\section*{Margin comments: the posterior of $\alpha$ and the classic MaxEnt condition}

\paragraph{1. Conventions.} Set $\hbar=1$, so $\omega$ is an energy in eV, $\tau$ is in eV$^{-1}$, and $\beta=1/k_BT$. Detailed balance, $S(q,-\omega)=e^{-\beta\omega}S(q,\omega)$, folds the density correlation function onto $\omega>0$:
\begin{equation}
F(q,\tau)=\int_0^\infty d\omega\,S(q,\omega)\left[e^{-\tau\omega}+e^{-(\beta-\tau)\omega}\right].
\label{kernel}
\end{equation}
On $N$ bins, $A_i\propto S(q,\omega_i)\Delta\omega_i>0$ is a dimensionless weight. The data $G_l$, $l=1,\dots,L$, are estimates of $(KA)_l$, and $K_{li}$ is the bracket of \eqref{kernel} at $(\tau_l,\omega_i)$. The letter $S$ without arguments $q,\omega$ denotes the entropy below.

\paragraph{2. Premises.} (a) The sampling noise of $G$ is Gaussian with known covariance $C$ of the mean:
\begin{equation}
P(G|A)=Z_L^{-1}e^{-\chi^2/2},\qquad \chi^2=(G-KA)^TC^{-1}(G-KA).
\end{equation}
$Z_L=\sqrt{\det 2\pi C}$ depends on neither $A$ nor $\alpha$. (b) The prior is entropic about a default model $m_i>0$:
\begin{equation}
P(A|\alpha)\,\mathcal DA=\frac{e^{\alpha S}}{Z_S(\alpha)}\prod_i\frac{dA_i}{\sqrt{A_i}},\qquad
S=\sum_i\left[A_i-m_i-A_i\ln\frac{A_i}{m_i}\right]\le0 .
\label{prior}
\end{equation}
The measure is the volume element of the metric $-\partial_i\partial_jS=\delta_{ij}/A_i$. It is a choice and belongs to the prior. (c) A hyperprior $P(\alpha)$ is given. Bayes' theorem with $A$ integrated out gives
\begin{equation}
P(\alpha|G)\propto\frac{P(\alpha)}{Z_S(\alpha)}\int\mathcal DA\,e^{Q},\qquad Q=\alpha S-\tfrac12\chi^2 .
\label{bayes}
\end{equation}

\paragraph{3. The maximum of $Q$ is unique.} With $M=K^TC^{-1}K$,
\begin{equation}
\partial_iQ=-\alpha\ln\frac{A_i}{m_i}+\left[K^TC^{-1}(G-KA)\right]_i,\qquad
\partial_i\partial_jQ=-\frac{\alpha\,\delta_{ij}}{A_i}-M_{ij}.
\label{grad}
\end{equation}
$M$ is positive semidefinite, so $Q$ is strictly concave for $\alpha>0$. The gradient tends to $+\infty$ as $A_i\to0$, and $Q\to-\infty$ at large $A$. There is thus exactly one maximum $\hat A(\alpha)$, and it is interior.

\paragraph{4. What happens to $1/\sqrt{A_i}$.} The factor is usually frozen at $\hat A$ without comment. Put $x_i=2\sqrt{A_i}$, so that $dx_i=dA_i/\sqrt{A_i}$ and the measure is flat. The peak of the integrand is then the peak of $Q$ itself. Since $dA_i/dx_i=\sqrt{A_i}$ and $d^2A_i/dx_i^2=\tfrac12$,
\begin{equation}
\frac{\partial^2Q}{\partial x_i\partial x_j}=\sqrt{A_i}\,(\partial_i\partial_jQ)\sqrt{A_j}+\tfrac12\delta_{ij}\,\partial_iQ .
\end{equation}
The last term vanishes at $\hat A$, which leaves $-(\alpha\mathbb 1+\Lambda)$ with
\begin{equation}
\Lambda_{ij}=\sqrt{\hat A_i}\,M_{ij}\sqrt{\hat A_j}.
\end{equation}
Its eigenvalues $\lambda_k\ge0$ are the squared singular values of $C^{-1/2}K\sqrt{\hat A}$, so at most $\min(L,N)$ are nonzero.

\paragraph{5. Two Gaussian integrals.} Expand $Q$ to second order in $x-\hat x$ and extend the range to the whole real line (Laplace's method):
\begin{equation}
\int\mathcal DA\,e^{Q}\simeq e^{Q(\hat A)}(2\pi)^{N/2}\prod_{k=1}^N(\alpha+\lambda_k)^{-1/2}.
\end{equation}
$Z_S$ is the same integral with $\chi^2$ removed. Its peak is at $A=m$, where $S=0$ and $\Lambda=0$, so $Z_S\simeq(2\pi/\alpha)^{N/2}$. Inserting both in \eqref{bayes},
\begin{equation}
P(\alpha|G)\propto P(\alpha)\prod_k\left(\frac{\alpha}{\alpha+\lambda_k}\right)^{1/2}\exp\left[\alpha\hat S-\tfrac12\hat\chi^2\right],
\label{post}
\end{equation}
with hats for values at $\hat A(\alpha)$. Each factor is the ratio of posterior to prior width along one eigenvector. Directions with $\lambda_k=0$ give 1, which is why $N$ drops out at this order. Rescaling $A,m\to sA,sm$ and $K\to K/s$ sends $\alpha$ and $\lambda_k$ to $\alpha/s$ and $\lambda_k/s$, so only $\lambda_k/\alpha$ and $\alpha S$ have meaning independent of the normalisation.

\paragraph{6. The derivative of $Q(\hat A)$.} By the chain rule $d\hat Q/d\alpha=\hat S+\sum_i\partial_iQ\,d\hat A_i/d\alpha=\hat S$, because the gradient vanishes. No approximation enters, and no $d\chi^2/d\alpha$ survives.

\paragraph{7. The derivative of the determinant, in full.} Let $\mathcal R=\Lambda(\alpha+\Lambda)^{-1}$, with eigenvalues $r_k=\lambda_k/(\alpha+\lambda_k)$, and define
\begin{equation}
N_g=\operatorname{Tr}\mathcal R=\sum_k\frac{\lambda_k}{\alpha+\lambda_k}.
\end{equation}
Using $d\ln\det X=\operatorname{Tr}X^{-1}dX$ and $1-\alpha/(\alpha+\lambda_k)=r_k$,
\begin{equation}
\alpha\frac{d}{d\alpha}\left[N\ln\alpha-\ln\det(\alpha+\Lambda)\right]=N_g-\mathcal T,\qquad
\mathcal T=\operatorname{Tr}\left[(\alpha+\Lambda)^{-1}\frac{d\Lambda}{d\ln\alpha}\right].
\end{equation}
In the eigenbasis $\mathcal T=\alpha\sum_k(d\lambda_k/d\alpha)/(\alpha+\lambda_k)$. It has a closed form. With $D=\operatorname{diag}(d\ln\hat A_i/d\ln\alpha)$, the definition of $\Lambda$ gives $d\Lambda/d\ln\alpha=\tfrac12(D\Lambda+\Lambda D)$, and cyclicity of the trace gives $\mathcal T=\sum_i\mathcal R_{ii}D_{ii}$. Differentiating $\partial_iQ=0$ in \eqref{grad} gives $(\alpha/\hat A+M)\,d\hat A/d\alpha=-\ln(\hat A/m)$. The matrix on the left equals $\hat A^{-1/2}(\alpha+\Lambda)\hat A^{-1/2}$, and $\alpha(\alpha+\Lambda)^{-1}=\mathbb 1-\mathcal R$. Therefore
\begin{equation}
\mathcal T=-\sum_i\mathcal R_{ii}\frac{v_i}{\sqrt{\hat A_i}},\qquad v=(\mathbb 1-\mathcal R)\sqrt{\hat A}\,\ln\frac{\hat A}{m}.
\label{T}
\end{equation}
The factor $\mathbb 1-\mathcal R$ removes the well-measured directions, which do not move with $\alpha$. The Cauchy--Schwarz inequality bounds the term. For $\sum_i\hat A_i=1$,
\begin{equation}
|\mathcal T|\le\zeta N_g|v|,\qquad \zeta^2=\frac1{N_g^2}\sum_i\frac{\mathcal R_{ii}^2}{\hat A_i}\ge1 .
\label{bound}
\end{equation}
Here $\zeta=1$ holds when $\mathcal R_{ii}\propto\hat A_i$, and $\zeta$ grows when well-measured directions reach into tails where $\hat A_i$ is small.

\paragraph{8. The condition.} Multiply $d\ln P(\alpha|G)/d\alpha=0$ by $2\alpha$ and collect comments 6 and 7:
\begin{equation}
-2\alpha\hat S=N_g-\mathcal T+2\,\frac{d\ln P(\alpha)}{d\ln\alpha}.
\label{full}
\end{equation}
Dropping the last two terms gives the classic condition
\begin{equation}
-2\alpha\hat S=\sum_k\frac{\lambda_k}{\alpha+\lambda_k}=N_g .
\label{classic}
\end{equation}
A direction with $\lambda_k\gg\alpha$ counts 1 and one with $\lambda_k\ll\alpha$ counts 0. $N_g$ is the effective number of good measurements, in general not an integer, and it depends on $\alpha$.

\paragraph{9. The prior term is of order one.} Jeffreys' prior $P(\alpha)\propto1/\alpha$ makes the last term of \eqref{full} equal to $-2$, so the peak of the density in $\alpha$ obeys $-2\alpha\hat S=N_g-2$. A peak depends on the variable. The density in $u=\ln\alpha$ is $\alpha P(\alpha|G)$, and the Jacobian adds $+2$. Equation \eqref{classic} thus needs no neglect of the prior in two cases: Jeffreys' prior with the peak taken in $\ln\alpha$, or a flat prior with the peak taken in $\alpha$. Mixed choices shift the right side by $\pm2$. As $\alpha\to\infty$ the likelihood of $\alpha$ tends to the constant $e^{-\chi^2(m)/2}$, so either prior needs an upper cutoff, harmless when $\chi^2(m)$ is large.

\paragraph{10. Why $\chi^2=L$ smooths too much.} Historic MaxEnt fixes $\alpha$ by $\hat\chi^2=L$, the mean of $\chi^2$ for the true spectrum. The fitted $\hat A$ is not the true spectrum, since it has followed the noise along the good directions. Take the quadratic limit, $\hat A$ close to $m$, where $S\simeq-\tfrac12\sum_k\xi_k^2$ with $\xi$ the components of $x-2\sqrt m$ on the eigenvectors of $\Lambda$, and $\Lambda$ is evaluated at $m$. Let $y_k$ be the components of $C^{-1/2}(G-Km)$ on the left singular vectors, with $\lambda_k=0$ beyond the rank. Then $\chi^2=\sum_{k=1}^L(y_k-\sqrt{\lambda_k}\,\xi_k)^2$. Maximising $Q$ gives $\hat\xi_k=\sqrt{\lambda_k}\,y_k/(\alpha+\lambda_k)$, and with $p_k=1-r_k$,
\begin{equation}
\hat\chi^2=\sum_kp_k^2y_k^2,\qquad -2\alpha\hat S=\sum_kp_kr_ky_k^2,\qquad
\ell(\alpha)=\tfrac12\sum_k\left[\ln p_k-p_ky_k^2\right],
\label{quad}
\end{equation}
where $\ell$ is the logarithm of \eqref{post} without $P(\alpha)$. If spectra are drawn from the prior at this $\alpha$, then $\langle\xi_k^2\rangle=1/\alpha$, unit noise adds, and $\langle y_k^2\rangle=1+\lambda_k/\alpha=1/p_k$. Hence
\begin{equation}
\langle-2\alpha\hat S\rangle=N_g,\qquad\langle\hat\chi^2\rangle=L-N_g .
\end{equation}
$\hat\chi^2$ rises with $\alpha$, because each $p_k$ does. For data with $\hat\chi^2$ near its mean, demanding $L$ pushes $\alpha$ above the classic value, towards the default model. The same relation follows without averaging if $C$ carries an unknown scale, $C=sC_0$. Then $Z_L\propto s^{L/2}$, $\chi^2\propto1/s$, $\lambda_k\propto1/s$ at fixed $\hat A$, and stationarity of the likelihood in $\ln s$ gives $\hat\chi^2=L-N_g$.

\paragraph{11. Width of the peak.} From $dp_k/du=p_kr_k$ and \eqref{quad}, $2\ell'=\sum_k(r_k-p_kr_ky_k^2)$ and $2\ell''=-\sum_kp_kr_k[1+(r_k-p_k)y_k^2]$. At $y_k^2=1/p_k$ this is $-\sum_kr_k^2$, so
\begin{equation}
\sigma_{\ln\alpha}=\Big(2\big/\textstyle\sum_kr_k^2\Big)^{1/2}\approx\sqrt{2/N_g}.
\label{width}
\end{equation}
A term $\delta$ added to the right side of \eqref{classic} moves the root by $\delta/\sum_kr_k^2$ in $\ln\alpha$, to first order.

\paragraph{12. The next order of Laplace's method.} For one bin put $A=mw^2$, so $\alpha S=\alpha m f(w)$ with $f=w^2-1-2w^2\ln w$. At $w=1$, $f''=-4$, $f'''=-4$, $f''''=4$, and the standard correction $f''''/8f''^2+5f'''^2/24|f''|^3$ equals $\tfrac1{32}+\tfrac5{96}=\tfrac1{12}$. Each bin of $Z_S$ is therefore $\sqrt{2\pi/\alpha}\,[1+1/(12\alpha m_i)+\dots]$. When $\mathcal R_{ii}\ll1$ the data act on a bin mainly through a term linear in $A_i$, which only replaces $m_i$ by $\hat A_i$ in the $A_i$-dependent part of $\alpha S$. The logarithm of \eqref{post} then acquires approximately
\begin{equation}
\Delta\simeq\frac1{12\alpha}\sum_i\left(\frac1{\hat A_i}-\frac1{m_i}\right)\simeq\frac{N^2(-2\hat S)}{12\alpha}.
\label{next}
\end{equation}
The last form holds for flat $m_i=1/N$ and $\sum_i\hat A_i=1$: with $\hat A_i=m_ie^{\delta_i}$, the bin average of $e^{-\delta}-1$ is $\overline{\delta^2}\simeq-2\hat S$ to second order. $\Delta$ grows as $N^2$, so grid independence is a property of the leading order only.

\paragraph{13. Range of validity.} Equation \eqref{post} needs Gaussian data with a reliable $C$ (many more independent blocks than $L$), and $\alpha\hat A_i,\alpha m_i\gg1$ or at least $|\Delta|\ll1$. On finer grids it is a prescription and not the posterior of the prior \eqref{prior}. Equation \eqref{classic} needs in addition $|\mathcal T|\ll N_g$, testable by \eqref{T}, and either $N_g\gg2$ or one of the pairings of comment 9. Replacing the average over $\alpha$ by one value needs $\sigma_{\ln\alpha}\ll1$ or an $\hat A$ that changes little across the peak. Otherwise one averages $\hat A(\alpha)$ over \eqref{post}, as in Bryan's method.

\paragraph{14. Illustration: liquid para-H$_2$.} Take $T=16$ K, where para-hydrogen is liquid at suitable pressure (triple point approximately 13.8 K), $q=2.0$ \AA$^{-1}$, and a molecular mass of approximately 2.016 u. Then $k_BT=1.379$ meV, $\beta=725$ eV$^{-1}$, and the recoil energy $\hbar^2q^2/2M_{\rm H_2}=4.15$ meV sets the spectral scale. Use $N=100$ bins up to 20 meV ($\beta\omega_{\max}=14.5$), $\sum_iA_i=1$, and $L=40$ times in $(0,\beta/2]$.

The remaining inputs are model assumptions, not simulation output. Let the noise be uncorrelated, $\sigma_l=\epsilon(KA)_l$ with $\epsilon=10^{-3}$. Cauchy--Schwarz gives $\operatorname{Tr}\Lambda=\sum_{l,i}A_iK_{li}^2/\sigma_l^2\ge L/\epsilon^2=4\times10^7$. Assume the fast decay typical of exponential kernels, $\lambda_k=4\times10^7/20^{k-1}$ for $k\le40$, whose trace is $4.2\times10^7$. Use the quadratic limit, with each $y_k^2$ set to its mean $1+\lambda_k/\alpha_0$ for $\alpha_0=25$. The classic root is then $\alpha_0$ by construction, and the content lies in the other numbers.

At $\alpha=25$, $\lambda_{4\dots7}=5000,\,250,\,12.5,\,0.625$ give $r_k=0.995,\,0.909,\,0.333,\,0.024$. The sums are $N_g=5.26$, $\hat\chi^2=34.7$, $-2\hat S=0.21$ (rms $\ln(\hat A/m)\approx0.46$, marginal for the quadratic limit), and $\sum r_k^2=4.93$. The plateau at large $\alpha$ has $\chi^2(m)/2=8.4\times10^5$ and is irrelevant.

\emph{Width.} Equation \eqref{width} gives $\sigma_{\ln\alpha}=0.64$, a factor 1.9 in $\alpha$.

\emph{Prior.} For these data $r_k-p_kr_ky_k^2=r_k^2(1-\alpha/\alpha_0)$. The Jeffreys peak in $\alpha$ solves $(1-\alpha/\alpha_0)\sum_kr_k^2(\alpha)=2$, with root $\alpha=15.2$. The shift in $\ln\alpha$ is $-0.50$ (linear estimate $-2/4.93=-0.41$), nearly the full width.

\emph{Historic.} $\sum_kp_k^2y_k^2=40$ gives $\alpha=345$, which is 13.8 times the classic value. There $N_g=4.39$, $r_5$ has dropped to 0.42, and $\ell$ is lower by 22. The criterion is also noisy. For data drawn as in comment 10 the standard deviation of $\hat\chi^2$ is $(2\sum_kp_k^2)^{1/2}=8.3$, larger than the difference $N_g$ between the two targets.

\emph{Eigenvalue drift.} Here $v_k\simeq p_k\hat\xi_k$ and $\hat\xi_k^2=r_k/\alpha$, so $|v|=0.085$ and \eqref{bound} gives $|\mathcal T|\le0.45\,\zeta$, a shift of at most $0.09\,\zeta$ in $\ln\alpha$. The bound reaches the prior term at $\zeta=4.4$, which the eigenvalues alone cannot exclude for a spectrum with steep tails.

\emph{Gaussian step.} The mean $\alpha A_i$ is 0.25, and $1/(12\alpha m_i)=0.33$ per bin for a flat default. Equation \eqref{next} gives formally $\Delta\approx7$, larger than $N_g$, though the series is no longer controlled there. Ten bins would give $\Delta\approx0.07$. On the 100-bin grid the classic $\alpha$ is a prescription that fixes $\alpha$ to about a factor of two.